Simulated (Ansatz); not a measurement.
# Redistribution: C2H5BrSn + SnH3(NH2) → C2H7NSn + SnH3Br

Gas-phase species: C2H5BrSn `C[CH2][Sn][Br]`, singlet; SnH3(NH2), singlet; C2H7NSn `C[CH2][Sn][NH2]`, singlet; SnH3Br `[Br][SnH3]`, singlet. The partners trade Br for NH2; both sit on Sn, so the bond types are kept.

Shapes, held fixed at every level: PBE0-D4/def2-TZVP. Flexible molecules stand in one conformer, not always the lowest. Programs: Ansatz 0.2.0. The zero-point and thermal change to 298 K, harmonic and unscaled (PBE0-D4/def2-TZVP), is -0.1 kJ/mol.

| level | kind | ΔH(298 K) (kJ/mol) | less CCSD(T)/def2-TZVPP |
| --- | --- | --- | --- |
| PBE-D4/def2-TZVPP | GGA | -6.4 | +0.5 |
| wB97X-V/def2-TZVPP | range-separated hybrid | -7.6 | -0.7 |
| MP2/def2-SVP | perturbation theory | -10.2 | -3.3 |
| MP2/def2-TZVPP | perturbation theory | -6.1 | +0.8 |
| CCSD(T)/def2-SVP | coupled cluster or CI | -10.5 | -3.6 |
| CCSD/def2-SVP | coupled cluster or CI | -9.0 | -2.1 |
| CCSD/def2-TZVPP | coupled cluster or CI | -6.2 | +0.7 |
| CCSD(T)/def2-TZVPP | coupled cluster or CI | -6.9 | 0.0 |

The highest level, CCSD(T)/def2-TZVPP, gives ΔH(298 K) = -6.9 kJ/mol; the levels span -10.5 to -6.1. The column of differences is taken from that level and isn't an error. No measured value is set beside it here. For atoms past krypton def2 sets carry core potentials with scalar relativity. Relativity is left out for Br. Outer-core shells of Br, Sn are correlated, in sets that cover them unevenly.

Every level makes the exchange mildly exothermic, so amide prefers the divalent tin centre and bromide the tetravalent one. The likely reason is π donation. A singlet stannylene has a formally empty Sn 5p orbital, which the nitrogen lone pair can fill more effectively than the more diffuse lone pairs of bromine. In the stannyl compounds the only comparable acceptors are higher-lying σ* orbitals, so amide gains less there. Because the bond types are kept, much of the σ-bond energy cancels, which suits the small size of the net preference.

The basis set matters more than the treatment of correlation: going from def2-SVP to def2-TZVPP weakens the exothermicity for MP2, CCSD and CCSD(T) alike, whereas all the methods in the larger basis lie between -7.6 and -6.1 kJ/mol. This probably reflects an uneven description of polarisation and lone-pair donation in the small basis. The direction of the exchange enthalpy is therefore well supported, but convergence of its magnitude beyond the triple-zeta basis is not shown.
